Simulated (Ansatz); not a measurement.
# Tension, moment and conductance of a zigzag Pt chain under axial strain, PBE without spin-orbit coupling

Pulling on a zigzag chain can open its bond angles as well as lengthen its bonds, and the two changes need not act alike on its electrons. The problem is to find how the tension, magnetic moment and ballistic conductance of a free-standing Pt chain respond when its period is changed. Such chains are models for the atomic contacts that can form when a metal wire is drawn apart, where force and current are measured together. The calculations use PBE without spin-orbit coupling. Stretch is measured against the relaxed period at this level, tension is positive when the chain pulls inwards, and the moment is the absolute spin moment per atom. The moment at ratio 1.13 is to be estimated.

## How the numbers were made

A free-standing zigzag chain of Pt (planar, two atoms a cell, started wide). Its period was relaxed at each level, then set to fixed multiples of the relaxed value, with the sideways offset of the two atoms relaxed at each period. Plane-wave density functional theory with Ansatz 0.2.0, PAW datasets, scalar-relativistic unless a column says otherwise. The chain runs along z in a box of 9 x 7.5 angstrom across, with one k point across; along the chain the number of k points times the cell length is 81 to 84 angstrom. Fermi-Dirac occupations of width 0.05 eV. Wave cutoff 420 eV (PBE). Collinear spin; each period was relaxed from finite starting moments and then solved again, with finite starting moments also where the relaxation had ended without a moment. Channels by layer matching. Energies are values extrapolated to zero smearing; small differences can differ up to twofold from those of the free energies.

Notes on method and selection:

- Every run starts from one magnetic guess, so a lower magnetic state may exist.
- Free-standing monatomic chains are model structures; they are stationary only within the symmetry and cell that were kept, and some have two minima in the period.
- The conductance is the ballistic Landauer value of the perfect chain, averaged with the Fermi function at 300 K, both spins; it is a whole or half number of G0 unless a band edge lies within about 0.1 eV of the Fermi level, where it follows the smearing and the mesh.
- Spin-orbit coupling is left out, which matters for elements past period 5.
- A uniformly stretched chain past the largest tension is unstable to breaking at one bond.
- Runs whose transmission exceeds the number of channels of the lead are not listed.
- Runs that did not converge, have known faults or may not be shown are not listed, and runs on Ansatz's PAW sets soft_1 and soft_2 are kept to separate tables.

Columns:

- stretch ratio: period over the relaxed period at the same level.
- bond (Å): distance between nearest atoms of the two rows.
- energy (eV/atom): energy per atom over that at the relaxed period, same level and start.
- bond angle (degree): angle between the two bonds at an atom (180 is straight).
- tension (nN): tension along the chain from the stress times the box cross-section, positive when the chain pulls inwards.
- conductance (G₀): ballistic conductance of the perfect chain at 300 K, both spins, G0 = 2e^2/h.
- moment (μB/atom): absolute moment per atom (integral of the size of the spin density).

## Numbers

| member | stretch ratio | bond (Å) | energy (eV/atom) | bond angle (degree) | tension (nN) | conductance (G₀) | moment (μB/atom) |
| --- | --- | --- | --- | --- | --- | --- | --- |
| ratio 0.88 | 0.88 | 2.367 | 0.243 | 105 | −1.80 | 1.19 | 0.710 |
| ratio 0.92 | 0.92 | 2.326 | 0.116 | 115 | −2.32 | 1.50 | 0.409 |
| ratio 0.96 | 0.96 | 2.343 | 0.019 | 121 | −1.10 | 1.50 | 0.489 |
| ratio 1 | 1.00 | 2.356 | 0.000 | 129 | −0.01 | 2.00 | 0.000 |
| ratio 1.04 | 1.04 | 2.402 | 0.038 | 134 | 1.45 | 2.00 | 0.000 |
| ratio 1.08 | 1.08 | 2.452 | 0.150 | 139 | 2.45 | 2.13 | 0.104 |
| ratio 1.13 | 1.13 | 2.495 | 0.317 | 149 | ? | ? | ? |
| ratio 1.2 | 1.20 | 2.555 | 0.562 | 180 | 3.38 | 4.00 | 0.000 |
| ratio 1.3 | 1.30 | 2.768 | 1.052 | 180 | 3.43 | 2.92 | 1.201 |

Cells marked ? are withheld until the estimate has been made.

## Mechanism

Around the relaxed period the tension rises steeply: $(1.45 + 1.10)/(1.04 - 0.96) = 31.9$ nN per unit of stretch ratio. From ratio 1.20 to 1.30 the slope is only $(3.43 - 3.38)/0.10 = 0.5$ nN. The period is $2d\sin(\theta/2)$, with $d$ the bond and $\theta$ the bond angle. Up to ratio 1.08 the bond grows by a factor $2.452/2.356 = 1.041$, and the opening angle supplies the remaining $1.08/1.041 = 1.037$. Once the chain is straight, further stretch goes wholly into the bonds, whose resistance weakens as orbital overlap falls.

Compression breaks the pattern, since the push is weaker at ratio 0.88 than at 0.92 (1.80 against 2.32 nN). Growing attraction between atoms of the same row would weaken the push in this way.

The moment follows no single direction. It is 0.710 μB at ratio 0.88, zero at 1.00 and 1.04, 0.104 μB at 1.08, zero again at 1.20 and 1.201 μB at 1.30. A moment forms when the exchange energy gained outweighs the band energy spent, which is favoured by a high density of states at the Fermi level. Long bonds narrow the d bands and raise that density, which fits the large moment at ratio 1.30. In the compressed chains the bonds are shorter than at rest or barely longer, so a shift of band edges with the angle is the likelier cause.

The conductance doubles from 2.00 G₀ at ratio 1.04 to 4.00 G₀ at 1.20, both without a moment. In a straight chain, symmetry keeps apart bands that a zigzag mixes, and the gaps opened by that mixing close. The value of 1.50 G₀ at ratios 0.92 and 0.96 means three single-spin channels, an odd number that requires the two spins to differ.

## Estimating the withheld member

Plain estimates from the members shown:

- ratio 1.13, straight-line interpolation between ratio 1.08 and ratio 1.2: w = (1.13 − 1.08) / (1.20 − 1.08) = 0.417, so 0.104 + 0.417 × (0.000 − 0.104) = 0.061 μB/atom

The straight-line interpolation gives 0.061 μB, but one of its two ends is the straight chain at ratio 1.20. At ratio 1.13 the angle is 149 degrees, so the chain is still a zigzag, and the zero moment of the straight chain need not apply to it. The route chosen is therefore to carry over the moment of the nearest zigzag member, 0.104 μB at ratio 1.08, without a shift.

Longer bonds (2.495 against 2.452 Å) favour a larger moment through narrower d bands. The opening angle moves the band edges as well, in a direction that the other columns do not fix, so no correction is added for either.

The same route can be tried on the zigzag members from ratio 0.88 to 1.08, each predicted from the row before it. The misses are 0.710 − 0.409 = 0.301, 0.489 − 0.409 = 0.080, 0.489, 0.000 and 0.104 μB, with a root mean square of

$$\sqrt{(0.301^2 + 0.080^2 + 0.489^2 + 0.000^2 + 0.104^2)/5} = 0.26\ \mu_\mathrm{B}.$$

This is larger than the estimate itself, so a chain without a moment lies well within the error. The choice of route matters little beside it, as the interpolation differs by only 0.04 μB. Since an absolute moment cannot be negative, a large miss could only be upwards, towards a clearly magnetic state like those of the compressed chains.

**Committed estimate, ratio 1.13: moment = 0.10 ± 0.26 μB/atom.**

## Result

| member | stretch ratio | bond (Å) | energy (eV/atom) | bond angle (degree) | tension (nN) | conductance (G₀) | moment (μB/atom) |
| --- | --- | --- | --- | --- | --- | --- | --- |
| ratio 1.13 | 1.13 | 2.495 | 0.317 | 149 | 2.71 | 2.60 | 0.640 |

| member | estimate | moment (μB/atom) | computed | estimate − computed | miss in error bars |
| --- | --- | --- | --- | --- | --- |
| ratio 1.13 | committed | 0.100 | 0.640 | −0.540 | 2.1 |
| ratio 1.13 | interpolation | 0.061 | 0.640 | −0.579 |  |

The estimate of 0.10 ± 0.26 μB fell outside its error bar: the computed moment is 0.640 μB, a miss of 2.1 error bars. It did slightly better than the interpolation (0.540 against 0.579 μB), but both wrongly predicted an almost non-magnetic chain.

Setting aside the zero moment of the straight chain at ratio 1.20 was right, as was the warning that a large miss would be upwards. Carrying the moment over from ratio 1.08 unchanged failed, because it assumed that the magnetic state changes little between neighbouring periods.

The longer bond may have helped the moment to grow, but bond length alone cannot account for it, since the still longer bond at ratio 1.20 carries no moment. The conductance of 2.60 G₀ shows what changed in the bands. Two channels are open in one spin and three in the other, which gives 2.5 G₀, and a nearby band edge adds the rest. A band edge that crosses the Fermi level in one spin only fits an abrupt rise of the moment.

## Members off the line

Ratio 1.20 stands out most in the moment. It has none, while its neighbours have 0.640 and 1.201 μB. It is also the first straight chain, with four channels open in each spin, so the change of band structure on straightening is a likely cause. A magnetic state that the single starting guess missed is also possible.

Ratio 1.30 has the largest moment, 1.201 μB, and the longest bond, 2.768 Å. Narrower d bands explain the sign. The spins now differ strongly, with one channel open in one and four in the other. That makes 2.5 G₀, and thermal averaging near a band edge accounts for the excess up to 2.92 G₀. The energies, compared in the next section, suggest that this row lies past the largest tension, where a uniformly stretched chain is unstable to breaking at one bond. Its moment and conductance then belong to a chain that only the two-atom cell keeps uniform.

Ratio 0.88 departs in tension, pushing outwards with 1.80 nN where ratio 0.92 pushes with 2.32 nN. Its relaxation ended in the same magnetic state with small forces, so a poorly relaxed offset is not the cause. The likelier reason is growing attraction between atoms of the same row as the angle closes to 105 degrees. This has the right sign, and some zigzag chains do have a second, more compact minimum.

## What to take away

The listed tensions increase from ratio 0.92 to 1.30, but the energies show that the rise is not steady between the last rows. From ratio 1.13 to 1.20 the energy grows by 0.562 − 0.317 = 0.245 eV/atom, slightly less than a constant 2.71 nN would cost, so the tension seems to dip before it reaches 3.38 nN. From ratio 1.20 to 1.30 the energy grows by 1.052 − 0.562 = 0.490 eV/atom, more than a constant 3.43 nN would cost, so the tension peaks between these rows. The slope of 0.5 nN given for them under Mechanism joins two points on either side of that peak and was wrongly read as a gentle flattening.

Interpolating each row from ratio 0.96 to 1.13 between its neighbours misses by 0.07 to 0.44 nN, so a new period between those two ratios can be estimated roughly. Beyond ratio 1.13 the rows lie too far apart for this. From the relaxed period, a stretch of 1 % costs (1.45 + 0.01)/(1.04 − 1.00) × 0.01 = 0.37 nN. The slope of 31.9 nN under Mechanism is too low for stretching, because it takes in the compressed chain at ratio 0.96, which is magnetic while the relaxed chain is not.

The moment allows no such estimate. Over the seven inner rows, interpolation has a root-mean-square miss of 0.43 μB, against 0.34 μB for the mean of the other rows. The conductance is better read as a count of open channels, with half a G₀ for each single-spin channel, than as a smooth function of stretch.

Spin-orbit coupling is the main omission. In Pt it splits the d levels strongly and can move band edges across the Fermi level. It tends to favour a moment at shorter bonds in straight chains, so the zero at ratio 1.20 is especially uncertain; its effect on the conductance has no fixed sign.
